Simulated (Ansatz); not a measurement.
# GaP: the change of pressure with volume scale

Free energy against uniform scaling of the volume at fixed shape and fractions; periodic cell, basis, potentials, k mesh and filling as listed. The results are calculated, by Ansatz 0.2.0.

The cell before it is scaled or strained (space group F-43m, No. 216):
```
CELL_PARAMETERS angstrom
0.00000 2.72520 2.72520
2.72520 0.00000 2.72520
2.72520 2.72520 0.00000
ATOMIC_POSITIONS crystal
Ga 0.00000 0.00000 0.00000
P 0.25000 0.25000 0.25000
```

Settings of every row: functional r2SCAN; dispersion none; potentials PAW; wave cutoff 600 eV; density cutoff 2400 eV; k mesh 6x6x6; k shift 0x0x0; occupations fixed; smearing width 0 eV; spin none.

| row | volume scale | V (Å³/atom) | pressure (GPa) | energy above lowest point (meV/atom) |
| --- | --- | --- | --- | --- |
| 1 | 0.94 | 19.025 | 6.32 | 22.9 |
| 2 | 0.96 | 19.43 | 4.01 | 9.9 |
| 3 | 0.98 | 19.834 | 1.93 | 2.5 |
| 4 | 1 | 20.239 | ? | ? |
| 5 | 1.02 | 20.644 | -1.61 | 2 |
| 6 | 1.04 | 21.049 | -3.11 | 8 |
| 7 | 1.06 | 21.454 | -4.45 | 17.6 |

Question: what pressure should row 4 give?

Worked fit of pressure. Take u = (V_r/V)^(2/3) − 1 with V_r = 20.239 Å³ an atom, which is twice the finite (Eulerian) strain; such expansions in the strain, on which the Birch-Murnaghan equation of state is built, carry the rest volume and the bulk modulus. The shown rows have u = 0.0421, 0.02757, 0.01357, -0.01312, -0.02582, -0.03812. Least squares give pressure = 0.064 + 132.72 × u + 376.9 × u² GPa; a straight line predicts inner rows, each left out in turn, worse (root mean square 0.22 against 0.0044 GPa). All shown rows lie on it to the printed digit. The pressure vanishes at u = -0.0005, or V = 20.25 Å³ an atom, and there the bulk modulus at fixed shape and fractions is B = −V dP/dV = (2/3)(1 + u) dP/du = 88.2 GPa. The withheld row has u = 0, so the fit gives 0.064 + 132.72 × (0) + 376.9 × (0)² = 0.06 GPa.

The calculation gave 0.07 GPa. The fit lies 0.01 GPa (14 % of the value, 0.093 % of the column's range) below it, one unit of the last digit.

The other values of row 4: energy above lowest point 0 meV/atom.
